**Decay of an M2 hole from Nb to Xe: where independent-particle widths exceed the recommended ones**

The table holds total and radiative widths, fluorescence and Coster-Kronig yields and lifetimes of a 3p₁/₂ hole in free atoms from Nb to Xe, from independent-particle rates on relativistic LDA orbitals with Dirac-Fock energies, beside recommended widths for the standard-state elements. The program fits no model: it splits each width into a Coster-Kronig part and a remainder, assigns the excess over the recommended width to the former, and compares other holes of Ru, In and Te with their recommended widths and yields. The widths are 1.38 to 1.60 times the recommended ones, the excess is 2.7 to 4.9 times the whole remainder, and the Coster-Kronig width would have to shrink by a factor 0.59 to 0.70. Indium shows the only fall in width, a shortfall of 0.27 eV in the Coster-Kronig part that the M3 hole does not share. K, L2 and L3 widths agree within 3 %, M5 is 11 to 31 % high, and the estimate of a yield as radiative width over recommended width overshoots for L1 in all three elements.

Radial Dirac-Fock and Kohn-Sham solver 2: decay of an M2 (3p₁/₂) hole in free neutral atoms, with independent-particle rates on relativistic LDA orbitals of the hole state and Dirac-Fock energies. Radiative multipoles run to L = 3 (length form); Auger rates use Coulomb matrix elements and a Latter-tail continuum. Recommended widths are for the element in its standard state.

## Script

```python
# Table: decay of a 3p1/2 (M2) hole in free atoms Nb-Xe; radial Dirac-Fock/Kohn-Sham solver,
# independent-particle rates on relativistic LDA orbitals, Dirac-Fock energies; widths, yields, recommended widths.
# Tested: where the excess over the recommended width sits (Coster-Kronig, CK, or the rest), the dip at In,
# other holes of the same runs, and the estimate yield = radiative width / recommended width.
T = {
    'ion': ['Nb', 'Mo', 'Tc', 'Ru', 'Rh', 'Pd', 'Ag', 'Cd', 'In', 'Sn', 'Sb', 'Te', 'I', 'Xe'],
    'Z': [41, 42, 43, 44, 45, 46, 47, 48, 49, 50, 51, 52, 53, 54],
    'configuration': ['[Kr] 4d4 5s1', '[Kr] 4d5 5s1', '[Kr] 4d5 5s2', '[Kr] 4d7 5s1', '[Kr] 4d8 5s1', '[Kr] 4d10', '[Kr] 4d10 5s1', '[Kr] 4d10 5s2', '[Kr] 4d10 5s2 5p1', '[Kr] 4d10 5s2 5p2', '[Kr] 4d10 5s2 5p3', '[Kr] 4d10 5s2 5p4', '[Kr] 4d10 5s2 5p5', '[Kr] 4d10 5s2 5p6'],
    'total_width': [2.8374, 2.973, 3.1923, 3.3976, 3.5692, 3.6756, 3.8794, 4.0834, 4.0156, 4.2046, 4.4012, 4.5998, 4.801, 5.0005],  # eV
    'radiative_width': [0.00059158, 0.00068342, 0.00079505, 0.00093502, 0.0010971, 0.0013063, 0.0015487, 0.001834, 0.0021537, 0.0025187, 0.0029321, 0.0034004, 0.0039247, 0.0045104],  # eV
    'fluorescence_yield': [0.0002085, 0.0002299, 0.0002491, 0.0002752, 0.0003074, 0.0003554, 0.0003992, 0.0004491, 0.0005363, 0.000599, 0.0006662, 0.0007392, 0.0008175, 0.000902],
    'coster_kronig_yield': [0.9389, 0.9341, 0.9314, 0.9281, 0.9245, 0.9195, 0.9167, 0.9141, 0.9049, 0.9015, 0.8984, 0.8953, 0.8924, 0.8895],
    'lifetime': [0.232, 0.2214, 0.2062, 0.1937, 0.1844, 0.1791, 0.1697, 0.1612, 0.1639, 0.1565, 0.1496, 0.1431, 0.1371, 0.1316],  # fs
    'recommended_total_width': [2.05, 2.1, 2.15, 2.2, 2.25, 2.35, 2.45, 2.55, 2.7, 2.85, 3.0, 3.2, 3.35, 3.5],  # eV
    'total_width_vs_recommended_total_width': [1.384, 1.416, 1.485, 1.544, 1.586, 1.564, 1.583, 1.601, 1.487, 1.475, 1.467, 1.437, 1.433, 1.429],
}
import numpy as np
from scipy.constants import hbar, e
h = hbar / e * 1e15  # eV fs
el = list(T['ion'])
A = lambda k: np.array(T[k], float)
Z, G, R, w, f = A('Z'), A('total_width'), A('radiative_width'), A('fluorescence_yield'), A('coster_kronig_yield')
tau, rec, q = A('lifetime'), A('recommended_total_width'), A('total_width_vs_recommended_total_width')
ck, rest, exc = G * f, G * (1 - f), G - rec
need = (rec - rest) / ck
print('M2 hole, widths in eV: CK, non-CK, excess over recommended, excess/non-CK, CK factor needed, radiative/recommended')
for i, s in enumerate(el):
    print(f'{s:2s} {ck[i]:.3f} {rest[i]:.3f} {exc[i]:.3f} {exc[i]/rest[i]:.1f} {need[i]:.2f} {R[i]/rec[i]:.2e}')
print(f'ratio to recommended: min {q.min():.3f} ({el[q.argmin()]}), max {q.max():.3f} ({el[q.argmax()]}), mean {q.mean():.3f}; '
      f'after dividing by the mean {100*(q.min()/q.mean()-1):+.1f} to {100*(q.max()/q.mean()-1):+.1f} %')
u = q * 0.025 / rec
print(f'ratio uncertainty if recommended is rounded to 0.05 eV: {u.min():.3f} to {u.max():.3f}')
print(f'lifetime vs hbar/recommended: {100*(tau*rec/h-1).min():.0f} to {100*(tau*rec/h-1).max():.0f} %; '
      f'largest |lifetime*width/hbar - 1| = {abs(tau*G/h-1).max():.1e}')
for nm, x in [('total', G), ('recommended', rec), ('CK', ck), ('non-CK', rest), ('radiative', R), ('fluor. yield', w)]:
    print(f'Xe/Nb {nm}: factor {x[-1]/x[0]:.2f}, end-to-end power of Z {np.log(x[-1]/x[0])/np.log(Z[-1]/Z[0]):.1f}')
dG, dC = np.diff(G), np.diff(ck)
print('steps total (eV):', ' '.join(f'{s}{d:+.3f}' for s, d in zip(el[1:], dG)))
print('steps CK (eV):', ' '.join(f'{s}{d:+.3f}' for s, d in zip(el[1:], dC)))
print('steps radiative (%):', ' '.join(f'{s}{d:+.1f}' for s, d in zip(el[1:], 100*(R[1:]/R[:-1]-1))))
print('steps fluor. yield (%):', ' '.join(f'{s}{d:+.1f}' for s, d in zip(el[1:], 100*(w[1:]/w[:-1]-1))))
k = el.index('In') - 1
miss = (dC[k-1] + dC[k+1]) / 2 - dC[k]
print(f'CK step Cd to In falls short of the neighbouring steps by {miss:.2f} eV = {100*miss/G[k]:.1f} % of the Cd width')
# further outputs of the same runs: M3 total widths (eV)
M3 = dict(Nb=3.05414, Mo=3.21959, Ru=3.55429, Pd=3.86058, Ag=4.09025, Cd=4.34015, In=4.60013,
          Sn=4.85798, Sb=5.11581, Te=5.37761, I=5.63653, Xe=5.91926)
print('M3 minus M2 width (eV):', ' '.join(f'{s} {v-G[el.index(s)]:.2f}' for s, v in M3.items()))
# further outputs: (computed width, recommended width, CK yield) for Ru, In, Te; M5 from lifetimes in fs
O = {'K': [(5.19959, 5.33, 0), (7.70262, 7.9, 0), (9.65988, 9.91, 0)],
     'L1': [(6.36865, 3.9, .817), (4.25765, 3.0, .668), (3.2337, 2.2, .517)],
     'L2': [(2.02889, 2.03, .142), (2.5565, 2.53, .164), (2.86846, 2.84, .171)],
     'L3': [(1.88085, 1.87, 0), (2.34549, 2.34, 0), (2.63202, 2.62, 0)],
     'M1': [(9.70999, 7.2, .977), (12.8654, 9.2, .973), (11.0406, 10.2, .961)],
     'M2': [(G[el.index(s)], rec[el.index(s)], f[el.index(s)]) for s in ('Ru', 'In', 'Te')],
     'M3': [(3.55429, 2.2, .929), (4.60013, 3.05, .914), (5.37761, 3.9, .906)],
     'M5': [(h/2.94574, .17, 0), (h/1.43406, .39, 0), (h/1.1416, .52, 0)]}
print('width/recommended (CK yield) for Ru, In, Te')
for n, v in O.items():
    print(f'{n:2s}', '  '.join(f'{a/b:.3f} ({c:.2f})' for a, b, c in v))
print('M5 excess (eV):', ' '.join(f'{a-b:.3f}' for a, b, c in O['M5']))
# further outputs: N holes, computed over recommended width
print(f'N1 In {19.8023/4.2:.2f}, Te {4.52053/2.4:.2f}; N2 Ru {6.24542/3.2:.2f}, In {19.4401/13.2:.2f}; '
      f'N3 Ru {6.73524/2.8:.2f}, In {22.939/14:.2f}')
# further outputs: (computed, recommended) fluorescence yields for Ru, In, Te
Y = {'K': [(.793515, .7958), (.850418, .8508), (.875567, .875)],
     'L1': [(.00873344, .012), (.0232389, .02), (.0423356, .041)],
     'L2': [(.0428195, .04), (.0635248, .061), (.0787911, .074)],
     'L3': [(.0445803, .043), (.0661653, .06), (.0815554, .074)]}
for n, v in Y.items():
    raw = ' '.join(f'{a/b:.3f}' for a, b in v)
    new = ' '.join(f'{a/b*o[0]/o[1]:.3f}' for (a, b), o in zip(v, O[n]))
    print(f'{n:2s} yield/recommended Ru In Te: computed {raw}; radiative/recommended width {new}')
assert np.all(exc > rest)
assert np.all((q > 1.3) & (q < 2))
assert [s for s, d in zip(el[1:], dG) if d < 0] == ['In'] and M3['In'] > M3['Cd']
assert all(abs(a/b - 1) < 0.04 for n in ('K', 'L2', 'L3') for a, b, c in O[n])
```

Output:

```
M2 hole, widths in eV: CK, non-CK, excess over recommended, excess/non-CK, CK factor needed, radiative/recommended
Nb 2.664 0.173 0.787 4.5 0.70 2.89e-04
Mo 2.777 0.196 0.873 4.5 0.69 3.25e-04
Tc 2.973 0.219 1.042 4.8 0.65 3.70e-04
Ru 3.153 0.244 1.198 4.9 0.62 4.25e-04
Rh 3.300 0.269 1.319 4.9 0.60 4.88e-04
Pd 3.380 0.296 1.326 4.5 0.61 5.56e-04
Ag 3.556 0.323 1.429 4.4 0.60 6.32e-04
Cd 3.733 0.351 1.533 4.4 0.59 7.19e-04
In 3.634 0.382 1.316 3.4 0.64 7.98e-04
Sn 3.790 0.414 1.355 3.3 0.64 8.84e-04
Sb 3.954 0.447 1.401 3.1 0.65 9.77e-04
Te 4.118 0.482 1.400 2.9 0.66 1.06e-03
I  4.284 0.517 1.451 2.8 0.66 1.17e-03
Xe 4.448 0.553 1.500 2.7 0.66 1.29e-03
ratio to recommended: min 1.384 (Nb), max 1.601 (Cd), mean 1.492; after dividing by the mean -7.3 to +7.3 %
ratio uncertainty if recommended is rounded to 0.05 eV: 0.010 to 0.018
lifetime vs hbar/recommended: -38 to -28 %; largest |lifetime*width/hbar - 1| = 3.2e-04
Xe/Nb total: factor 1.76, end-to-end power of Z 2.1
Xe/Nb recommended: factor 1.71, end-to-end power of Z 1.9
Xe/Nb CK: factor 1.67, end-to-end power of Z 1.9
Xe/Nb non-CK: factor 3.19, end-to-end power of Z 4.2
Xe/Nb radiative: factor 7.62, end-to-end power of Z 7.4
Xe/Nb fluor. yield: factor 4.33, end-to-end power of Z 5.3
steps total (eV): Mo+0.136 Tc+0.219 Ru+0.205 Rh+0.172 Pd+0.106 Ag+0.204 Cd+0.204 In-0.068 Sn+0.189 Sb+0.197 Te+0.199 I+0.201 Xe+0.199
steps CK (eV): Mo+0.113 Tc+0.196 Ru+0.180 Rh+0.146 Pd+0.080 Ag+0.177 Cd+0.176 In-0.099 Sn+0.157 Sb+0.164 Te+0.164 I+0.166 Xe+0.164
steps radiative (%): Mo+15.5 Tc+16.3 Ru+17.6 Rh+17.3 Pd+19.1 Ag+18.6 Cd+18.4 In+17.4 Sn+16.9 Sb+16.4 Te+16.0 I+15.4 Xe+14.9
steps fluor. yield (%): Mo+10.3 Tc+8.4 Ru+10.5 Rh+11.7 Pd+15.6 Ag+12.3 Cd+12.5 In+19.4 Sn+11.7 Sb+11.2 Te+11.0 I+10.6 Xe+10.3
CK step Cd to In falls short of the neighbouring steps by 0.27 eV = 6.5 % of the Cd width
M3 minus M2 width (eV): Nb 0.22 Mo 0.25 Ru 0.16 Pd 0.18 Ag 0.21 Cd 0.26 In 0.58 Sn 0.65 Sb 0.71 Te 0.78 I 0.84 Xe 0.92
width/recommended (CK yield) for Ru, In, Te
K  0.976 (0.00)  0.975 (0.00)  0.975 (0.00)
L1 1.633 (0.82)  1.419 (0.67)  1.470 (0.52)
L2 0.999 (0.14)  1.010 (0.16)  1.010 (0.17)
L3 1.006 (0.00)  1.002 (0.00)  1.005 (0.00)
M1 1.349 (0.98)  1.398 (0.97)  1.082 (0.96)
M2 1.544 (0.93)  1.487 (0.90)  1.437 (0.90)
M3 1.616 (0.93)  1.508 (0.91)  1.379 (0.91)
M5 1.314 (0.00)  1.177 (0.00)  1.109 (0.00)
M5 excess (eV): 0.053 0.069 0.057
N1 In 4.71, Te 1.88; N2 Ru 1.95, In 1.47; N3 Ru 2.41, In 1.64
K  yield/recommended Ru In Te: computed 0.997 1.000 1.001; radiative/recommended width 0.973 0.975 0.975
L1 yield/recommended Ru In Te: computed 0.728 1.162 1.033; radiative/recommended width 1.188 1.649 1.518
L2 yield/recommended Ru In Te: computed 1.070 1.041 1.065; radiative/recommended width 1.070 1.052 1.075
L3 yield/recommended Ru In Te: computed 1.037 1.103 1.102; radiative/recommended width 1.043 1.105 1.107
```
